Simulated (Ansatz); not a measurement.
Computed with DFT PBE, scalar-relativistic, plane waves, PAW (Ansatz 0.2.0). All cells share a 420 eV cutoff and Γ-centred k meshes spaced at most about 0.3 Å⁻¹ (about 0.25 or finer for metals, 2π included). No spin polarisation in the final relaxations.

Temperature and zero-point effects are left out.

Two forms of Ti4W were relaxed alike.

A.

Space group Cmmm (No. 65). a = 5.099 Å, b = 8.410 Å, c = 4.515 Å, α = 90.00°, β = 90.00°, γ = 90.00°
```tsv
atom	site	symmetry	x	y	z
Ti	4j	m2m	0.5000	0.1691	0.5000
Ti	2d	mmm	0.0000	0.0000	0.5000
Ti	2a	mmm	0.0000	0.0000	0.0000
W	2b	mmm	0.5000	0.0000	0.0000
```

B.

Space group Pm-3m (No. 221). a = 4.466 Å, b = 4.466 Å, c = 4.466 Å, α = 90.00°, β = 90.00°, γ = 90.00°
```tsv
atom	site	symmetry	x	y	z
Ti	1b	m-3m	0.5000	0.5000	0.5000
Ti	3c	4/mm.m	0.0000	0.5000	0.5000
W	1a	m-3m	0.0000	0.0000	0.0000
```

Question: Which would you expect to be lower, and how large is the difference?

Answer: A is lower, by 0.31 eV/atom. A has space group Cmmm (No. 65), 19.4 Å³/atom and no gap on its mesh; B has space group Pm-3m (No. 221), 17.8 Å³/atom and no gap. Counting all near atoms (those within 1.25 times the shortest distance at each site; a plus sign parts nearer from farther groups; a slash parts the counts of unlike sites), A has Ti 2+2/8, W 6 and B has Ti 2/6, W 12+8. The lower one is the more open, so pressure narrows the difference. Even the lower one lies +0.85 eV/atom against the reference forms of the elements (uncorrected), so neither is stable at this level. In A, Ti on a site of symmetry m2m has 2 W at 2.67 Å and 6 Ti at 2.78–2.92 Å; Ti on a site of symmetry mmm is surrounded by 2 Ti at 2.26 Å, 2 Ti at 2.78 Å, 4 Ti at 2.92 Å and 4 W at 3.41 Å; around W lie 6 Ti at 2.55–2.67 Å and 4 Ti at 3.41 Å; 1 more site not described. In B, Ti on a site of symmetry m-3m has 6 Ti at 2.23 Å; Ti on a site of symmetry 4/mmm has 2 Ti at 2.23 Å, 4 W at 3.16 Å and 8 Ti at 3.16 Å; W is surrounded by 12 Ti at 3.16 Å. Both come from invented guesses. A third cell relaxed alike, in P-3m1, lies 0.71 eV/atom below the lower of the two.

These runs have no spin–orbit coupling, which can matter for W. Cells relaxed within their symmetry can be saddle points.

A's advantage probably comes from relieving a severe mismatch of contacts. In B, the central Ti is squeezed by six Ti at 2.23 Å, far inside the normal metallic Ti–Ti distance, while W has no neighbour closer than 3.16 Å, too far for strong d–d overlap. A keeps similarly compressed contacts only along Ti chains, at 2.26 Å, and brings six Ti to within 2.55–2.67 Å of W, where the d orbitals can bond effectively. Both cells are nevertheless more open than either elemental metal, so they combine local compression with poor overall packing, which suits metals with partly filled d bands badly.

The large positive energy of A therefore reflects its geometry more than any intrinsic repulsion between Ti and W. The P-3m1 cell recovers most of that penalty but still lies above the elements, in keeping with the known absence of ordered Ti–W compounds. The disordered bcc solution that the two metals form at high temperature is not tested by these ordered cells.
